\section*{Seminar: the price of the Kitaev ground energy}

\textbf{Speaker.} Take $H=-\sum_{\langle jk\rangle_a}J_a\sigma^a_j\sigma^a_k$ (Kitaev, 2006). With $\sigma^a=ib^ac$ and $b^xb^yb^zc=1$, each bond gives $\sigma^a_j\sigma^a_k=-iu_{jk}c_jc_k$, $u_{jk}=ib^a_jb^a_k$. The $u_{jk}$ share no Majorana, so they and their plaquette products, the fluxes, commute with $H$. The ground sector is flux-free (Lieb, 1994). With $u=1$ and $\theta_i=\mathbf k\cdot\mathbf n_i$,
\begin{equation}
\varepsilon=2|\gamma|,\quad \gamma=J_xe^{i\theta_1}+J_ye^{i\theta_2}+J_z,\quad e_0=-\tfrac12\langle|\gamma|\rangle\ \text{per site}.
\end{equation}
$\gamma$ vanishes only if the $|J_a|$ close a triangle; strict inequalities give two Dirac cones.

In monoclinic Na$_2$IrO$_3$ the $x$ and $y$ bonds are equivalent. I assume $K_{x,y}=-20$, $K_z=-24$~meV in $KS^aS^a$, so $J=J_{x,y}=5$, $J_z=6$~meV, $r=J_z/J=1.2$. The cones lie at $\theta_{1,2}=\pi\pm\phi_0$, $\cos\phi_0=r/2$, $\phi_0=53.13^\circ$. We want $w=\langle|\gamma|\rangle/J$.

\textbf{Question.} What is your exact answer?

\textbf{Speaker.} Since $\int_0^\infty[1-\mathcal J_0(xt)]t^{-2}dt=x$ for the Bessel function, $w=\int_0^\infty[1-\mathcal J_0(t)^2\mathcal J_0(rt)]t^{-2}dt$. Insert the Mellin transform $2^{s-1}\Gamma(\frac s2)/\Gamma(1-\frac s2)$ of $\mathcal J_0$ and the continued $\int\mathcal J_0^2t^{-\lambda}dt=\Gamma(\lambda)\Gamma(\frac{1-\lambda}2)/[2^\lambda\Gamma(\frac{1+\lambda}2)^3]$, with $s=-2z$, $\lambda=2-2z$, $y=r^2/4=0.36$:
\begin{align}
w&=-\sum_{n\ge0}\mathop{\rm Res}_{z=n}\frac{y^z\cot^2(\pi z)\,\Gamma(z-\frac12)^3}{2\sqrt\pi\,\Gamma(z)\Gamma(z+1)^2}\nonumber\\
&=\frac4\pi+\sum_{n\ge1}\frac{\Gamma(n-\frac12)^3y^n}{2\pi^{5/2}\Gamma(n)\,n!^2}\Big[\psi(n)+2\psi(n+1)-3\psi(n-\tfrac12)-\ln y\Big],
\end{align}
$\psi$ being the digamma function. At $r=1$, $e_0=-0.7873J$. Here $w=1.6868179$, $e_0=-4.217$~meV, $|e_0|/k_B=48.9$~K. Terms fall as $n^{-7/2}y^n$; recurrences cost about 20 operations each, at constant memory.

Usually one sums an $L\times L$ mesh: cosine tables of $3L$ numbers, then two additions, a root and an accumulation per point, $4L^2$ operations. By Poisson summation the deviation $\delta$ from $w$ is the sum of Fourier coefficients at $L(m,n)$. Near a cone $|\gamma|^2/J^2=q_1^2+q_2^2+2\cos2\phi_0\,q_1q_2$, and $|\mathbf p|$ transforms to $-2\pi/|\mathbf x|^3$, so for even $L$
\begin{equation}
\delta_L\simeq-\frac{\sin^22\phi_0}{\pi L^3}\sum_{(m,n)\ne0}\frac{\cos[L(m-n)\phi_0]}{(m^2+n^2-2mn\cos2\phi_0)^{3/2}},\qquad|\delta_L|\lesssim\frac{2.8}{L^3}.
\end{equation}
Odd $L$ adds signs $(-1)^{m+n}$ under the same envelope.

Alternatively, average over $(\theta_1+\theta_2)/2$ exactly. With $\phi=(\theta_1-\theta_2)/2$, $b=2|\cos\phi|$, $k'=|r-b|/(r+b)$ this gives $g=\frac2\pi(r+b)E(m{=}1-k'^2)$, summed on a line of $M$ equidistant nodes in $[0,\pi)$. Five arithmetic--geometric-mean steps cost about 40 operations per node, at constant memory. The term $-\frac12k'^2\ln k'$ of $E$ gives $g\ni-Ax^2\ln|x|$, $x=\phi-\phi_0$, $A=(4-r^2)/2\pi r$; $x^2\ln|x|$ transforms to $2\pi/|k|^3$, and two singular points give
\begin{equation}
\delta_M\simeq-\frac A{M^3}\sum_{j\ge1}\frac{\cos2jM\phi_0}{j^3},\qquad|\delta_M|\lesssim\frac{A\zeta(3)}{M^3}=\frac{0.408}{M^3}.
\end{equation}
The envelope falls as work$^{-3/2}$ on the mesh, work$^{-3}$ on the line. Symmetry savings are not counted.

\begin{center}
\begin{tabular}{lrrr}
method&size&operations&$\delta$\\\hline
mesh&4&64&$1.4\times10^{-2}$\\
&8&256&$-8.1\times10^{-4}$\\
&12&576&$1.9\times10^{-4}$\\
line&4&160&$9.2\times10^{-4}$\\
&8&320&$5.2\times10^{-4}$\\
&16&640&$1.1\times10^{-5}$\\
series&2&40&$-1.1\times10^{-4}$\\
&3&60&$-1.2\times10^{-5}$\\
&4&80&$-1.7\times10^{-6}$\\
&5&100&$-2.9\times10^{-7}$
\end{tabular}
\end{center}

\textbf{Question.} Why so little gain from four to eight nodes?

\textbf{Speaker.} The cones miss the nodes, so the cosines oscillate with size. Plan with the asymptotic envelopes.

For $|\delta|<10^{-4}$ and $10^{-6}$ the series needs 3 and 5 terms; it is cheapest, and best in every budget shown. It needs $J_x=J_y$ and slows as $y\to1$. Mesh and line survive $J_x\neq J_y$ with other prefactors. With ours, $10^{-4}$ takes $L=31$ (3844 operations) or $M=16$ (640), and $10^{-6}$ takes $L=141$ (79524) or $M=75$ (3000), ratios 6.0 and 26.5. The envelope costs cross at $|\delta|=0.019$. Within 640 operations the tabulated line is 17 times closer than the mesh; within $10^4$ the envelopes are $2.6\times10^{-8}$ ($M=250$) and $2.2\times10^{-5}$ ($L=50$). Without the series, take the line.

\textbf{Question.} And with fluxes?

\textbf{Speaker.} Diagonalise the Majorana matrix of $N=2L^2$ sites: memory $4L^4$, work of order $N^3$, $2L^4$ times the mesh, $4\times10^4$ at $L=12$. Without fluxes, and before fermion-parity projection, it returns the mesh value.

\textbf{Question.} Is $-4.217$~meV the iridate's energy?

\textbf{Speaker.} It is the model's. Na$_2$IrO$_3$ typically orders in a zigzag near 15~K; the model never orders. An assumed third-neighbour exchange $J_3\mathbf S\cdot\mathbf S$ of 4~meV, with 1.5 bonds per site and $|\mathbf S\cdot\mathbf S|=\frac14$, is worth 1.5~meV per site, 36\% of $|e_0|$, far above every tabulated $\delta$.